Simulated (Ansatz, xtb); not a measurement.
**AlFH3MgNO: which of two structures lies lower**

Structure X is `[NH2][Al]([F])[O][MgH]`, a singlet and structure Y is a singlet given by its coordinates. Both are isolated molecules in the gas phase, relaxed with B3LYP-D3(BJ)/def2-SVP; the shapes shown needn't be the lowest conformers.

X (Å):

```xyz
8

Al    0.4532    1.8057   -1.4276
F     1.3710    2.3298   -0.1331
Mg   -0.7546   -1.4567   -1.3145
N     0.2099    2.9943   -2.7105
O    -0.1711    0.2437   -1.4551
H    -0.3202    2.8374   -3.5607
H     0.5857    3.9367   -2.6963
H    -1.3192   -3.0419   -1.2204
```

Y (Å):

```xyz
8

Al   -1.1984   -2.3645   -1.9819
F     1.1181    0.7791    0.1838
Mg    0.2085   -0.5690   -0.5192
N    -0.5965   -0.6593   -2.5869
O    -0.5896   -2.2961   -0.4184
H     0.0811   -0.6300   -3.3541
H    -1.3003    0.0377   -2.8466
H    -2.0133   -3.3844   -2.8535
```

Close contacts (Å): Al1–Mg3 2.71, Al1–N4 1.91, Al1–O5 1.68, F2–Mg3 1.77, Mg3–N4 2.22, Mg3–O5 1.91, Al1–H8 1.57, N4–H6 1.02, N4–H7 1.02.

Energies in hartree; the thermal terms are from B3LYP-D3(BJ)/def2-SVP harmonic frequencies (ideal gas, rigid rotor, one conformer each, 298.15 K, 1 atm) and include the zero-point energy:

|  | X | Y |
| --- | --- | --- |
| E, CCSD(T)/def2-SVP | −672.585358 | −672.589527 |
| E, MP2/def2-SVP | −672.550636 | −672.555936 |
| E, MP2/def2-TZVPP | −673.340252 | −673.336605 |
| zero-point energy | 0.037960 | 0.039922 |
| H(298 K) − E | 0.046728 | 0.047836 |
| G(298 K) − E | 0.005399 | 0.008778 |

Correct the CCSD(T) difference for the basis set by the MP2 change, then work out ΔE, ΔE₀, ΔH and ΔG for X → Y in kJ/mol (1 Eh = 2625.50 kJ/mol) and the equilibrium ratio [Y]/[X].

1. Differences Y − X: CCSD(T) −0.004169, MP2 in the small set −0.005300, MP2 in the large set +0.003647 Eh.
2. ΔE = −0.004169 + (+0.003647 − (−0.005300)) = +0.004778 Eh = +12.54 kJ/mol.
3. ΔE₀ = ΔE + ΔZPE = +0.004778 + (+0.001962) Eh = +17.70 kJ/mol.
4. ΔH = ΔE + (+0.001108) Eh = +15.45 kJ/mol.
5. ΔG = ΔE + (+0.003379) Eh = +21.42 kJ/mol, so ΔS = (ΔH − ΔG)/T = −20.0 J/(mol K).
6. kT = 0.9442 mEh, so K = [Y]/[X] = exp(−ΔG/kT) = exp(−8.64) ≈ 1.8 × 10^−4.

The sums favour X, but ΔE leans on the basis-set step (CCSD(T) alone has the other sign or is under 1 kcal/mol), so the order isn't settled. An error of 4 kJ/mol in ΔG would change K by a factor of 5. The basis-set step is large, which makes the value less sure. HF/STO-3G, r2SCAN-D4/def2-SVP, B3LYP-D3(BJ)/def2-SVP, MP2/def2-SVP, CCSD(T)/def2-SVP gave ΔE the other sign. Mirror images and further conformers aren't counted.

Other levels gave ΔE = +78.0 (GFN2-xTB); −74.3 (HF/STO-3G, GFN2-xTB geometries); −10.1 (r2SCAN-D4/def2-SVP, GFN2-xTB geometries); −11.8 (B3LYP-D3(BJ)/def2-SVP); +23.9 (HF/def2-SVP); −13.9 (MP2/def2-SVP); −10.9 (CCSD(T)/def2-SVP) kJ/mol. The correlated steps freeze 9 core orbitals; the last core shell of Mg is correlated, in a basis made for valence electrons. Programs: Ansatz 0.2.0, xtb 6.7.1.

The best estimate tilts towards the open chain X, and the thermal terms widen its lead. The isomers differ in more than shape: going to Y moves fluoride from Al to Mg and hydride from Mg to Al, while the amide closes a four-membered Al–O–Mg–N ring. The near balance probably reflects compensation. Y gains a dative N→Mg contact, long at 2.22 Å, and an Al–H bond in place of the weaker Mg–H bond. In return it gives up the very strong Al–F bond, accepts ring strain and ties up the nitrogen lone pair that can donate into the empty p orbital on Al in X. The entropy loss of 20.0 J/(mol K) fits a ring that stiffens the soft bending and torsional motions of the chain. The small basis may overbind the compact ring through intramolecular superposition error, which would explain why enlarging it favours X. The gas-phase order need not carry over to condensed phases, where the electron-poor Al and Mg centres would readily bind donor solvents or aggregate through bridging ligands.
